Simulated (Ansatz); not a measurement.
## SiO2: energy above lowest point and pressure against volume scale

Free energy against uniform scaling of the volume at fixed shape and fractions; periodic cell, basis, potentials, k mesh and filling as listed. The results are calculated, by Ansatz 0.2.0.

The cell before it is scaled or strained (space group P4_2/mnm, No. 136):
```
cell vectors (Å)
   4.1773     0.0000     0.0000
   0.0000     4.1773     0.0000
   0.0000     0.0000     2.6652
atoms (fractions of the cell vectors)
Si  0.00000  0.00000  0.00000
Si  0.50000  0.50000  0.50000
O   0.30590  0.30590  0.00000
O   0.19410  0.80590  0.50000
O   0.69410  0.69410  0.00000
O   0.80590  0.19410  0.50000
```

Settings of every row: functional LDA; dispersion none; potentials PAW; wave cutoff 557.83 eV; density cutoff 2231.3 eV; k mesh 6x6x8; k shift 0x0x0; occupations fixed; smearing width 0 eV; spin none.

```
row  volume scale  V (Å³/atom)  energy above lowest point (meV/atom)  pressure (GPa)
  1          0.88        6.821                                 118.5           49.94
  2          0.92        7.131                                  43.5           28.28
  3          0.96        7.441                                   6.4           10.69
  4             1        7.751                                     0            -3.6
  5          1.04        8.061                                  18.6           -15.2
  6          1.08        8.371                                     ?               ?
  7          1.12        8.681                                 112.7          -32.22
```

Question: what energy above lowest point and pressure should row 6 give?

Worked fit of energy above lowest point. Take u = (V_r/V)^(2/3) − 1 with V_r = 7.596 Å³ an atom, which is twice the finite (Eulerian) strain; such expansions in the strain, on which the Birch-Murnaghan equation of state is built, carry the rest volume and the bulk modulus. The shown rows have u = 0.07438, 0.04301, 0.01384, -0.01338, -0.03884, -0.08516. Least squares give energy above lowest point = −0.24 + 225.7 × u + 18333 × u² + 1290 × u³ meV/atom; a parabola predicts inner rows, each left out in turn, worse (root mean square 0.21 against 0.039 meV/atom). All shown rows lie on it to the printed digit. Its lowest point lies at u = -0.0062, or V = 7.667 Å³ an atom, and the curvature there gives the bulk modulus at fixed shape and fractions, B = (4/9)(1 + u)² E″(u)/V = 336 GPa. Letting shape and atoms relax would as a rule lower it, by much in layered, chain or molecular crystals. The withheld row has u = -0.06271, so the fit gives −0.24 + 225.7 × (-0.06271) + 18333 × (-0.06271)² + 1290 × (-0.06271)³ = 57.4 meV/atom.

The calculation gave 57.4 meV/atom. The fit meets it to the printed digit.

Worked fit of pressure. Take u = (V_r/V)^(2/3) − 1 with V_r = 7.596 Å³ an atom, which is twice the finite (Eulerian) strain; such expansions in the strain, on which the Birch-Murnaghan equation of state is built, carry the rest volume and the bulk modulus. The shown rows have u = 0.07438, 0.04301, 0.01384, -0.01338, -0.03884, -0.08516. Least squares give pressure = 3.178 + 524.23 × u + 1344.2 × u² + 813 × u³ GPa; a parabola predicts inner rows, each left out in turn, worse (root mean square 0.13 against 0.007 GPa). All shown rows lie on it to the printed digit. The pressure vanishes at u = -0.0062, or V = 7.667 Å³ an atom, and there the bulk modulus at fixed shape and fractions is B = −V dP/dV = (2/3)(1 + u) dP/du = 336 GPa. Letting shape and atoms relax would as a rule lower it, by much in layered, chain or molecular crystals. The withheld row has u = -0.06271, so the fit gives 3.178 + 524.23 × (-0.06271) + 1344.2 × (-0.06271)² + 813 × (-0.06271)³ = -24.61 GPa.

The calculation gave -24.62 GPa. The fit lies 0.01 GPa (0.012 % of the column's range) above it, one unit of the last digit.
